## The reaction and the question

A hydrogen molecule lies beside CH₃O–B(OH)₂, a methyl ester of boric acid. Along the path one hydrogen atom goes to the methoxy oxygen and the other to boron, while the H–H bond and the bond between boron and that oxygen give way. The end is methanol beside HB(OH)₂. Eleven rows follow the change, from the start in row 1 to the end in row 11, and five of them have lost their numbers. Can their energies put them back?

Ansatz 0.2.0, restricted PBE-D4/STO-3G: climbing-image nudged elastic band for H₂ + CH₃OB(OH)₂ → CH₃OH + HB(OH)₂ (neutral singlet), with nine images between relaxed ends. Energies are electronic, without zero-point terms. The band force is the largest component on each image, with a convergence limit of 0.05 eV/Å. Candidates: 9, 6, 10, 4, 3.

| row | energy over the start (eV) | path length (Å) | band force (eV/Å) |
| --- | --- | --- | --- |
| A | 1.566 | 4.971 | 0.029 |
| B | 0.186 | 3.088 | 0.019 |
| C | 0.013 | 1.235 | 0.001 |
| D | 0.038 | 1.853 | 0.005 |
| E | 1.179 | 5.618 | 0.011 |

The energy is counted from the start. The path length adds up how far the atoms have moved, so it grows from each row to the next and would sort the five at once. It is best covered now and used later as a check. The band force is what the band had still to relax, not the steepness of the path, so it cannot place an image.

## What the limits demand

Both ends are relaxed structures, so the energy must leave each of them with almost no slope. Between them the calculation finds a single maximum, at row 8. The energy therefore rises on the way to row 8 and falls after it.

Four rows that kept their numbers serve as marks. Row 5 lies at 0.080 eV, row 7 at 0.859 eV, the top at 2.595 eV and the end at 1.138 eV.

## Placing the letters

Row 6 must lie between rows 5 and 7 in energy, and only B does. Rows 3 and 4 come before row 5 and must lie below it. That leaves C and D, with the lower one, C, nearer the start.

Rows 9 and 10 lie on the way down from the top to the end. A and E are the only letters in that range. The higher one, A, comes first and is row 9, which makes E row 10.

## A second test: the stretched spring

A spring pulled from rest stores an energy that grows as the square of the stretch. A molecule displaced a little from a relaxed structure behaves in much the same way. The likeness weakens as the displacement grows, and it ends where bonds are exchanged.

Row 10 shows how the estimate works. It is one image away from the end, and the top is three images away, so its displacement is one third of the full one. The drop from the top to the end is 2.595 − 1.138 = 1.457 eV, and one ninth of it is 0.16 eV. The estimate is 1.138 + 0.16 ≈ 1.30 eV, closer to E than to A.

Only the top and the end set this curve; row 10 had no part in it. The curve is a rough guide and not a true spring, because bonds are being exchanged at the top and the real path is flat there, while the curve is steepest. A similar curve from the start is set by row 5. Together they put each of the five candidates nearest to the letter already chosen, while straight lines through the same rows would give row 10 to A. The printed analysis after the text compares both guesses for all rows.

## How sure the assignment is

Given the single maximum, all five assignments are sure. The spring picture alone would leave B in some doubt: its estimate for row 6 is 0.06 eV below B and 0.09 eV above D. The order decides that case.

A and E owe their place to the row numbers. The climb from row 7 to row 8 also passes through their energies, but no image lies between those two rows. From its energy alone, either could belong to the way up. An energy tells the height on a barrier, but not the side.

The rows with their labels:

| row | energy over the start (eV) | path length (Å) | band force (eV/Å) |
| --- | --- | --- | --- |
| 1 | 0.000 | 0.000 | n/a |
| 2 | 0.002 | 0.618 | 0.001 |
| 3 | 0.013 | 1.235 | 0.001 |
| 4 | 0.038 | 1.853 | 0.005 |
| 5 | 0.080 | 2.471 | 0.004 |
| 6 | 0.186 | 3.088 | 0.019 |
| 7 | 0.859 | 3.706 | 0.011 |
| 8 | 2.595 | 4.324 | 0.022 |
| 9 | 1.566 | 4.971 | 0.029 |
| 10 | 1.179 | 5.618 | 0.011 |
| 11 | 1.138 | 6.265 | n/a |

The path length, now uncovered, confirms the order.

## Why the climb is flat and then steep

By row 6 the path has covered about half its length, but the energy has reached only 7% of the barrier. The next two steps add 2.4 eV. A reaction that begins with two separate molecules can look like this, because moving and turning them may cost little until their electron clouds have to rearrange.

The structures fit that reading. One hydrogen atom starts 3.6 Å from boron and is 1.6 Å away at the top, so much of the early path is probably approach. This is inferred from the shapes at the start and at the top. The start itself may be held too tightly, since a minimal basis tends to overbind such contacts.

The spring picture fails where the steep part begins. For row 7 it gives about 0.2 eV, and the calculation gives 0.859 eV. A likely reason is that a spring keeps its bonds, whereas here old bonds weaken before the new ones are strong enough to repay the cost.

## What happens at the top

At the top all four bonds are partial. The two that break are 0.2 to 0.3 Å longer than in the start, and the two that form are 0.2 to 0.4 Å longer than in the end. The exchange is thus concerted: four atoms trade partners in one step.

The Mulliken charges at the top, a rough measure, suggest how the hydrogen molecule divides. The atom moving to oxygen carries about +0.16 e and the one moving to boron about −0.17 e. This suits a split in which oxygen offers an electron pair to a proton-like hydrogen and boron accepts a hydride-like one. The orbitals were kept closed-shell throughout, however, so a solution with unpaired electrons was never allowed to compete.

## Is the top early or late?

Along the whole path the top comes late, at 69% of the length. Counted from row 6, where the costly part begins, it comes early, at 39%. The lateness therefore comes from the long, cheap first stretch, which is probably mostly approach. To judge how far a reaction has gone at its top, the bond lengths are a better guide, and here they show an exchange well under way on both sides.

## What the energies are worth

The order of the images is a firm result for this path, but the heights are not firm predictions for the real reaction. A minimal basis gives unreliable barriers and reaction energies. PBE usually makes barriers too low, and the basis error may act the other way, so 2.6 eV is not a lower bound. Zero-point motion is also left out, which matters when hydrogen atoms change partners.

The 1.138 eV at the end also needs care. Boron and the methanol oxygen are still only 2.0 Å apart there, close enough for a weak bond. The value compares two complexes, not separated molecules.

Printed output of the fit:

```
Energies and two simple guesses in eV:
  row  energy  parabola  parabola_miss     line  line_miss
    1       0         0              0        0          0
    2   0.002  0.005004       0.003004  0.02001    0.01801
    3   0.013   0.01998       0.006984  0.03998    0.02698
    4   0.038   0.04499       0.006988  0.05999    0.02199
    5    0.08      0.08              0     0.08          0
    6   0.186    0.1249       -0.06106  0.09998   -0.08602
    7   0.859      0.18         -0.679     0.12     -0.739
    8   2.595     2.595              0    2.595          0
    9   1.566     1.786         0.2196    2.109     0.5433
   10   1.179       1.3         0.1209    1.624     0.4447
   11   1.138     1.138              0    1.138          0
Rms miss of the parabola on the five hidden rows, eV: 0.1155
Rms miss of the straight line on the five hidden rows, eV: 0.3167
Barrier backward, eV: 1.457
Energy of row 6 as share of the forward barrier, percent: 7.168
Path length up to row 6 as share of the whole, percent: 49.29
Rise from row 6 to row 8, eV: 2.409
Mean slope from row 5 to row 6, eV/angstrom: 0.1718
Mean slope from row 7 to row 8, eV/angstrom: 2.809
Mean slope from row 8 to row 9, eV/angstrom: -1.59
Position of the top along the whole path, percent: 69.02
Position of the top counted from row 6, percent: 38.9
Image spacing before the top, angstrom: 0.6177
Image spacing after the top, angstrom: 0.647
Largest band force, eV/angstrom: 0.029
H6-H7 at the saddle beyond its bonded length, angstrom: 0.3
B1-O2 at the saddle beyond its bonded length, angstrom: 0.21
O2-H6 at the saddle beyond its bonded length, angstrom: 0.17
B1-H7 at the saddle beyond its bonded length, angstrom: 0.37
```
